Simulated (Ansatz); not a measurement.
## BP at 16 GPa: from Born charge to LO–TO splitting and polaron coupling

Level of theory: DFT LDA, scalar-relativistic, plane waves, PAW (Ansatz). Cutoff 420 eV, 10×10×10 k-points (Γ-centred), fixed occupations. No spin polarisation. Phonons by linear response, acoustic sum rule imposed.

The cell, relaxed at 16 GPa:
```cif
data_structure
_symmetry_space_group_name_H-M 'F-43m'
_symmetry_Int_Tables_number 216
_cell_length_a 4.3743
_cell_length_b 4.3743
_cell_length_c 4.3743
_cell_angle_alpha 90.000
_cell_angle_beta 90.000
_cell_angle_gamma 90.000
_cell_volume 83.70
loop_
_atom_site_label
_atom_site_type_symbol
_atom_site_symmetry_multiplicity
_atom_site_Wyckoff_symbol
_atom_site_fract_x
_atom_site_fract_y
_atom_site_fract_z
_atom_site_occupancy
B1 B 4 a 0.00000 0.00000 0.00000 1
P1 P 4 c 0.25000 0.25000 0.25000 1
```

Linear response gives ν_TO = 887.8 cm⁻¹, Born charges ±0.898 e (positive on P) and ε∞ = 9.166. The primitive cell holds 20.925 Å³, and the masses are 10.810 and 30.974 amu.

Q: Find ν_LO and the static dielectric constant.

A: The long-wave field adds a restoring force: ω_LO² − ω_TO² = Z*²e²/(ε_vac ε∞ μV). In these units ν_LO² − ν_TO² = 4.92064×10⁷ Z*²/(μ V ε∞) cm⁻², with μ = m₁m₂/(m₁ + m₂) = 8.013 amu: 25848 cm⁻². So ν_LO = √(887.8² + 25848) = 902.3 cm⁻¹, and the run gives 902.3. Lyddane–Sachs–Teller then gives ε0 = ε∞ (ν_LO/ν_TO)² = 9.47, against 9.47 in the run (it forms both from the same three quantities, so the match checks the arithmetic only). Between ν_TO and ν_LO the dielectric function is negative and an undamped crystal reflects fully: a reststrahlen band from 11.1 to 11.3 μm.

Q: What do the Clausius–Mossotti polarisability and the Szigeti charge come to?

A: With the Lorentz local field, α = (3V/4π)(ε∞ − 1)/(ε∞ + 2) = 3.65 Å³ for the pair, and e_S = 3Z*/(ε∞ + 2) = 0.24 e. The Born charge includes the electrons' response to the dipole's own local field, and e_S takes that enhancement out. The Lorentz field assumes point-like polarisable ions, a poor picture once ε∞ is this large, since the electron clouds then overlap or are shared, so both numbers are formal here.

Q: How strongly does a slow electron couple to the LO mode?

A: For one isotropic parabolic band, Fröhlich's constant is α_F = (1/ε∞ − 1/ε0) √(m* Ry/ħω_LO), with Ry = 13.606 eV, ħω_LO = 111.9 meV and m* in free-electron masses: α_F = 0.0035 × 11.03 × √m* = 0.04 √m*. The band mass isn't part of this run; for m* = 0.1, 0.3 and 1 it gives 0.01, 0.02, 0.04. In weak coupling the polaron lies α_F ħω_LO below the band edge (2 meV at m* = 0.3) with a mass m*(1 + α_F/6); past α_F of about 5 or 6 that expansion fails. A semilocal functional's ε∞ tends to be too large, which taken alone lowers α_F.

Cost: 1 run of about 0.27 core-minutes, on Intel Xeon Platinum 8488C (Sapphire Rapids) (shared hosts).

BP is only weakly polar in its lattice response: the LO mode lies at 902.3 cm⁻¹, barely above the TO mode at 887.8 cm⁻¹. The high frequencies come from stiff covalent bonds and the light boron atom, whereas the small splitting reflects a modest dynamical charge, strongly screened by the valence electrons.

The positive charge on P reverses the usual III–V pattern and runs against the nominal electronegativity order. The likely reason is boron's compact 2p shell, which has no p core beneath it and draws bond charge towards boron as the atoms move. This is a dynamical charge, not a static ionic one, and the splitting cannot confirm its sign because it depends on the square.

The same near-cancellation of ε∞ and ε0 keeps Fröhlich coupling weak for all the trial masses, so a large polaron shift from this mode is unlikely. That doesn't establish a high mobility, which also depends on acoustic and nonpolar optical scattering, and on defects.
